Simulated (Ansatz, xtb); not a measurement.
# Relative energy of two isomers of C6H6BN

We compare I, `BC1=CC(C#N)=CC1`, a singlet, with II, `BC1=CC=C(C#N)C1`, a singlet. Both are isolated molecules in the gas phase, relaxed with PBE0-D3(BJ)/def2-SVP; the shapes shown needn't be the lowest conformers.

I (Å):

```xyz
14

C    -0.6462    0.3630   -1.7816
C    -0.3368    0.2838   -0.4514
C     1.0528    0.6665   -0.2344
C     1.7063    0.6973    1.0331
C     1.6127    0.9862   -1.4359
C     0.5931    0.8214   -2.4993
B    -2.0124    0.0375   -2.3859
N     2.2258    0.7185    2.0694
H    -2.2066    0.1350   -3.5766
H    -2.9118   -0.3215   -1.6615
H    -1.0179   -0.0198    0.3456
H     2.6425    1.3103   -1.5911
H     0.9204    0.0964   -3.2690
H     0.4274    1.7645   -3.0548
```

II (Å):

```yaml
atoms:
  - { symbol: C, position_ang: [-0.6390, 0.7896, -1.8274] }
  - { symbol: C, position_ang: [0.3432, 0.2869, -2.6437] }
  - { symbol: C, position_ang: [1.5056, -0.0906, -1.8772] }
  - { symbol: C, position_ang: [1.2578, 0.1758, -0.5610] }
  - { symbol: C, position_ang: [2.1440, -0.0495, 0.5235] }
  - { symbol: C, position_ang: [-0.1145, 0.7524, -0.4220] }
  - { symbol: B, position_ang: [-2.0072, 1.2882, -2.2987] }
  - { symbol: N, position_ang: [2.8539, -0.2257, 1.4252] }
  - { symbol: H, position_ang: [-2.8207, 1.7191, -1.5140] }
  - { symbol: H, position_ang: [-2.2761, 1.2488, -3.4771] }
  - { symbol: H, position_ang: [0.2603, 0.1845, -3.7276] }
  - { symbol: H, position_ang: [2.4272, -0.5163, -2.2752] }
  - { symbol: H, position_ang: [-0.0894, 1.7561, 0.0407] }
  - { symbol: H, position_ang: [-0.7489, 0.1389, 0.2439] }
```

Quicker runs give these differences E(II) − E(I): GFN2-xTB −2.07 kcal/mol; HF/STO-3G −0.03 kcal/mol (at GFN2-xTB geometries); r2SCAN-D4/def2-SVP −2.38 kcal/mol (at GFN2-xTB geometries).

Problem. Estimate E(II) − E(I) at the level CCSD(T)/def2-SVP + ΔMP2/def2-TZVPP.

Solution. Too close to call at this level: CCSD(T)/def2-SVP + ΔMP2/def2-TZVPP gives E(II) − E(I) = −1.25 kcal/mol.

How the difference moves with the method:

```
                             level              geometry  E(II) − E(I) (kcal/mol)  departure from the last row (kcal/mol)  job, with rough time for the two
                          GFN2-xTB              GFN2-xTB                     −2.07                                   −0.82              optimisation, 0.16 s
                         HF/STO-3G              GFN2-xTB                     −0.03                                   +1.22              single point, 0.62 s
                r2SCAN-D4/def2-SVP              GFN2-xTB                     −2.38                                   −1.13                 single point, 4 s
              PBE0-D3(BJ)/def2-SVP  PBE0-D3(BJ)/def2-SVP                     −1.74                                   −0.49                optimisation, 47 s
                       HF/def2-SVP  PBE0-D3(BJ)/def2-SVP                     −0.34                                   +0.91           part of the CCSD(T) run
                      MP2/def2-SVP  PBE0-D3(BJ)/def2-SVP                     −1.81                                   −0.56           part of the CCSD(T) run
                  CCSD(T)/def2-SVP  PBE0-D3(BJ)/def2-SVP                     −1.12                                   +0.13                      single point
CCSD(T)/def2-SVP + ΔMP2/def2-TZVPP  PBE0-D3(BJ)/def2-SVP                     −1.25                                                        single point, 69 s
```

As drawn, both hold the same kinds of bond in the same numbers.

HF/STO-3G, HF/def2-SVP find them nearly level. The largest departure from CCSD(T)/def2-SVP + ΔMP2/def2-TZVPP is that of HF/STO-3G, 1.22 kcal/mol. The last row adds to CCSD(T) the change of the MP2 difference between the two basis sets, here −0.13 kcal/mol.

With thermal terms from frequencies at re-optimised GFN2-xTB minima (ideal gas, soft modes damped towards free rotors, one conformer each, 298.15 K, 1 atm): the zero-point term adds +0.10 kcal/mol; ΔH is −1.15 and ΔG −1.18 kcal/mol.

The correlated steps freeze 8 core orbitals. Codes used: Ansatz 0.2.0, xtb 6.7.1; the last row on 2 threads of Intel(R) Xeon(R) 6975P-C (Granite Rapids) on a shared host.

Every method places II lower, but by so little that the result is better read as near-degeneracy with a slight lean towards II than as a firm ordering. Both isomers carry the boryl group at a terminus of the cyclopentadiene π system; they differ in where the nitrile sits. In II it occupies the other terminus, where the diene HOMO has its larger coefficients and can donate better into the π* orbital of C≡N. In I it sits on an inner carbon and is cross-conjugated with the boryl-bearing double bond. The gain is probably small because in II two acceptors, the empty boron p orbital and the nitrile, compete for the same π electrons. Correlation strengthens the preference relative to Hartree–Fock, with MP2 overshooting CCSD(T), which suggests that the balance depends on how π delocalisation is described. The two are also related by hydrogen shifts around the ring, and these energies say nothing about the barriers to that interconversion.
